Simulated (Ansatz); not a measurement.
**Ligand exchange: C4H9F + C2H6OSn → C4H10O + C2H5FSn**

Gas-phase species: C4H9F `CC(C)CF`, singlet; C2H6OSn `C[CH2][Sn][OH]`, singlet; C4H10O (2-methyl-1-propanol) `CC(C)CO`, singlet; C2H5FSn `C[CH2][Sn][F]`, singlet. The partners trade F for OH: C–F and Sn–OH bonds give way to C–OH and Sn–F.

Shapes, held fixed at every level: PBE0-D4/def2-TZVP. Flexible molecules stand in one conformer, not always the lowest. Programs: Ansatz 0.2.0. Electronic energies: no zero-point or thermal term.

| level | kind | ΔE (kJ/mol) | less CCSD(T)/def2-TZVPP |
| --- | --- | --- | --- |
| B3LYP-D4/def2-TZVPP | global hybrid | -29.4 | -3.1 |
| wB97M-V/def2-TZVPP | range-separated hybrid | -30.3 | -4.0 |
| wB97X-V/def2-TZVPP | range-separated hybrid | -31.5 | -5.2 |
| B2PLYP/def2-TZVPP | double hybrid | -28.4 | -2.1 |
| MP2/def2-TZVPP | perturbation theory | -27.0 | -0.7 |
| CCSD/def2-TZVPP | coupled cluster or CI | -28.0 | -1.7 |
| CCSD(T)/def2-TZVPP | coupled cluster or CI | -26.3 | 0.0 |

The highest level, CCSD(T)/def2-TZVPP, gives ΔE = -26.3 kJ/mol; the levels span -31.5 to -26.3. The column of differences is taken from that level and isn't an error. No measured value is set beside it here. For atoms past krypton def2 sets carry core potentials with scalar relativity. Outer-core shells of Sn are correlated, in sets that cover them unevenly.

Every level makes the exchange exothermic, with -26.3 kJ/mol from CCSD(T): fluoride favours tin and hydroxide favours carbon. The main reason is probably bond polarity. Tin(II) is much more electropositive than carbon, so replacing OH by the more electronegative F strengthens the ionic part of the bond more at tin than at carbon. Both ligands can also donate a lone pair into the vacant 5p orbital of the stannylene. Hydroxide is usually the better π donor, so this contribution should temper the preference for fluoride rather than cause it.

The modest spread between methods fits a reaction that keeps the number of polar single bonds and the closed-shell character of both partners, allowing much of the correlation error to cancel. Perturbative triples make the exchange slightly less exothermic than CCSD does, so the closeness of MP2 to CCSD(T) probably reflects compensating errors rather than a more complete treatment of correlation. The gas-phase preference need not carry over to condensed phases, where tin(II) fluorides and hydroxides can associate through bridging ligands.
